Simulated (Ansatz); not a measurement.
**Electron–phonon coupling and T_c of Cu — Ansatz, plane waves and PAW**

Space group Fm-3m (No. 225), 1 atom in the cell of the first input below: a = 2.520 Å, b = 2.520 Å, c = 2.520 Å, α = 60.00°, β = 60.00°, γ = 60.00°.

The cell was built from a prototype of a structure type listed for this element, relaxed without spin–orbit coupling to zero pressure (pressure 0.0 GPa with this functional, without spin–orbit coupling). Functional: PBEsol.

Input:

```yaml
crystal:
  lattice:
    - [0.0, 1.7822372988, 1.7822372988]
    - [1.7822372988, 0.0, 1.7822372988]
    - [1.7822372988, 1.7822372988, 0.0]
  atoms:
    - { symbol: Cu, position: [0.0, 0.0, 0.0] }
basis:
  ecutwfc: 420
  ecutrho_ratio: 4
kpoints:
  mp_grid: { grid: [18, 18, 18] }
hamiltonian:
  xc: pbesol
scf:
  occupations: { method: methfessel_paxton, width: 0.2 }
output: {}
phonons:
  supercell: [3, 3, 3]
  qpath:
    path:
      - [[0.0, 0.0, 0.0], [0.5, 0.0, 0.5], [0.625, 0.25, 0.625]]
      - [[0.375, 0.375, 0.75], [0.0, 0.0, 0.0], [0.5, 0.5, 0.5], [0.5, 0.25, 0.75], [0.5, 0.0, 0.5]]
    npoints: 6
  electrical_resistivity: { mesh: [36, 36, 36], temperatures: [50, 100, 200, 300, 500] }
  superconductivity: { mesh: [36, 36, 36], eliashberg_equations: false }
```

```bash
ansatz run input.yaml --threads 8 --pin off --max-ram 15360MiB --backend cpu --events-out ev --progress --plain --runs-dir out
```

Time: 110 s on 8 threads of Arm Neoverse V2 (shared host), peak memory 6.3 GiB.

On the finest mesh λ = 0.1177, ω_log = 19.159 meV, N(E_F) = 0.149 states per eV, spin and cell. λ by mesh: 36×36×36 0.118, 18×18×18 0.117, 9×9×9 0.126.

Task: What T_c does McMillan's formula in the Allen–Dynes form give for μ* = 0.10?

Result: T_c = (ω_log/1.2) exp[−1.04(1+λ)/(λ − μ*(1+0.62λ))] = (222.33 K/1.2) × exp(−1.1624/0.0104) = a value under 10^-46 K, that is no superconductivity at this level.

Caveats: small supercell, couplings not converged in it.

Copper comes out as a very weakly coupled metal, in line with the absence of observed superconductivity in the element. The reason lies mainly in its electronic structure: the 3d shell is full and lies below the Fermi level, leaving a broad band of largely sp character there, with some d admixture. This gives a low density of states, 0.149 states per eV, spin and cell, and well-screened electrons that scatter only weakly from the lattice vibrations. The same weak coupling helps make copper a good conductor.

The phonon scale, 19.159 meV, is not what suppresses pairing. The attraction barely exceeds the Coulomb term, so the denominator of the exponent is close to zero and T_c becomes extraordinarily sensitive to λ and μ*. The order of magnitude of T_c therefore has no predictive meaning, whereas its being negligible does: even the larger λ of the coarsest mesh, 0.126, would leave it far below any measurable temperature. A slightly larger μ* would remove the pairing solution altogether.
